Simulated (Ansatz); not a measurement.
Faces of several elements, computed alike.

The calculation used Ansatz 0.2.0, DFT PBE, scalar-relativistic, plane waves, PAW. Cutoff 420 eV, Γ-centred meshes, Gaussian smearing of 0.10 eV, no spin polarisation.

Each bulk is relaxed, then a slab of about 10 Å is cut and relaxed with a dipole correction; γ is the mean of the two faces.

```tsv
surface	cell lengths (Å)	planes	outer planes	area (Å²)
Ta (100) (Im-3m)	3.319	7	Ta	11.02
W (110) (Im-3m)	3.184	5	W	7.17
Ir (110) (Fm-3m)	3.871	8	Ir	10.59
Pt (100) (Fm-3m)	3.970	6	Pt	7.88
Pt (211) (Fm-3m)	3.970	13	Pt	19.30
```

(1) Order them by surface energy, lowest first.
A. Ir (110) (Fm-3m)
B. Pt (211) (Fm-3m)
C. W (110) (Im-3m)
D. Pt (100) (Fm-3m)
E. Ta (100) (Im-3m)

(2) What are the other results?

Slabs that rebuild by over 0.8 Å, distort in their middle or lose their symmetry through the k mesh, and polar cuts of insulators, are left out. Of the terminations computed for a plane the cheapest is shown. Bulk energies on two k meshes leave up to 0.07 J/m² open.

The slabs are thin, so differences under about 0.05 J/m² or 0.1 eV aren't settled. Spin-orbit coupling is left out, which matters for the bands of heavy elements.

Answers

(1) B (1.68 J/m²), D (1.83 J/m²), E (2.55 J/m²), A (2.87 J/m²), C (3.31 J/m²).

(2) 
```tsv
surface	γ (J/m²)	γ·A (eV a cell)	top spacing (%)
Ta (100) (Im-3m)	2.55	1.75	-12.0
W (110) (Im-3m)	3.31	1.48	-3.7
Ir (110) (Fm-3m)	2.87	1.90	-14.8
Pt (100) (Fm-3m)	1.83	0.90	-2.4
Pt (211) (Fm-3m)	1.68	2.03	-29.9
```

γ spans a factor of 2.0, from Pt (211) (Fm-3m) to W (110) (Im-3m).

The surface energies mainly follow the filling of the d band. W, in group 6, has its bonding d states nearly full and its antibonding ones nearly empty, so cutting its bonds costs most even on the close-packed bcc face. Ta has one valence electron fewer, while in Ir and still more in Pt antibonding states are filled and cohesion weakens. The faces differ too, and the open (110) cut probably adds to Ir's lead over Pt.

Within Pt, the stepped (211) face lies below (100), although it costs more per cell. This is reasonable, since (211) consists of narrow close-packed (111) terraces separated by steps. All outer layers move inward, as expected when the remaining bonds strengthen after neighbours are lost. The -29.9 % on Pt (211) refers to a very small interplanar spacing, so the actual displacement is modest.

Clean Pt (100) and Ir (110) are known to reconstruct into larger cells, so the values for these primitive cells describe the unreconstructed faces, not their ground states.
